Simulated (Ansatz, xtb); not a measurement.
## Ligand exchange: SiH3(SH) + C2H4Si → SiH3(SiH3) + C2H2S

Species: SiH3(SH), singlet; C2H4Si (ethynylsilane) `C#C[SiH3]`, singlet; SiH3(SiH3) (disilane), singlet; C2H2S (ethynethiol) `C#CS`, singlet. The partners trade SH for SiH3: Si–SH and C–SiH3 bonds give way to Si–SiH3 and C–SH.

Shapes, held fixed at every level: PBE0-D4/def2-TZVP. Programs: Ansatz 0.2.0, xtb 6.7.1. The zero-point and thermal change to 298 K, harmonic and unscaled (PBE0-D4/def2-TZVP), is -2.9 kJ/mol.

```json
{"level": "GFN1-xTB", "kind": "semi-empirical", "ΔH(298 K) (kJ/mol)": "+223.3", "less CCSD(T)/CBS estimate": "+93.9"}
{"level": "SPW92/def2-TZVPP", "kind": "LDA", "ΔH(298 K) (kJ/mol)": "+95.9", "less CCSD(T)/CBS estimate": "-33.5"}
{"level": "r2SCAN-D4/def2-TZVPP", "kind": "meta-GGA", "ΔH(298 K) (kJ/mol)": "+117.6", "less CCSD(T)/CBS estimate": "-11.8"}
{"level": "PBE0-D4/def2-TZVPP", "kind": "global hybrid", "ΔH(298 K) (kJ/mol)": "+110.1", "less CCSD(T)/CBS estimate": "-19.3"}
{"level": "wB97X-V/def2-TZVPP", "kind": "range-separated hybrid", "ΔH(298 K) (kJ/mol)": "+121.1", "less CCSD(T)/CBS estimate": "-8.3"}
{"level": "B2PLYP/def2-TZVPP", "kind": "double hybrid", "ΔH(298 K) (kJ/mol)": "+126.0", "less CCSD(T)/CBS estimate": "-3.4"}
{"level": "CCSD/def2-SVP", "kind": "coupled cluster or CI", "ΔH(298 K) (kJ/mol)": "+117.7", "less CCSD(T)/CBS estimate": "-11.7"}
{"level": "CCSD/def2-TZVPP", "kind": "coupled cluster or CI", "ΔH(298 K) (kJ/mol)": "+128.7", "less CCSD(T)/CBS estimate": "-0.7"}
{"level": "CCSD(T)/CBS estimate", "kind": "coupled cluster or CI", "ΔH(298 K) (kJ/mol)": "+129.4", "less CCSD(T)/CBS estimate": "0.0"}
```

The highest level, CCSD(T)/CBS estimate, gives ΔH(298 K) = +129.4 kJ/mol; the levels span +95.9 to +223.3. GFN1-xTB strays far from the other rows. The column of differences is taken from that level and isn't an error. No measured value is set beside it here. The CBS estimate extrapolates MP2 from def2-TZVPP and def2-QZVPP and adds CCSD(T) − MP2 in the triple-zeta set, cores frozen.

The exchange is strongly endothermic at every level, so enthalpy favours silanethiol and ethynylsilane over disilane and ethynethiol. The main reason is probably bond polarity. Silicon is much more electropositive than either sulfur or an sp carbon, and both reactant bonds gain from that ionic contribution. The products instead pair silicon with itself and carbon with sulfur, whose electronegativities are nearly equal. Conjugation of a sulfur lone pair with the triple bond should stabilise ethynethiol somewhat, but evidently not enough to compensate.

The density functionals all place the reaction below the coupled-cluster reference, most markedly SPW92, while B2PLYP comes closest. The order doesn't follow the usual hierarchy strictly, since PBE0-D4 lies further from the reference than r2SCAN-D4. The near coincidence of CCSD/def2-TZVPP with the reference may owe something to cancellation between the missing triples and the finite basis.

With two molecules on each side, entropy is unlikely to overturn the preference, though the reaction enthalpy says nothing about the barrier to exchange.
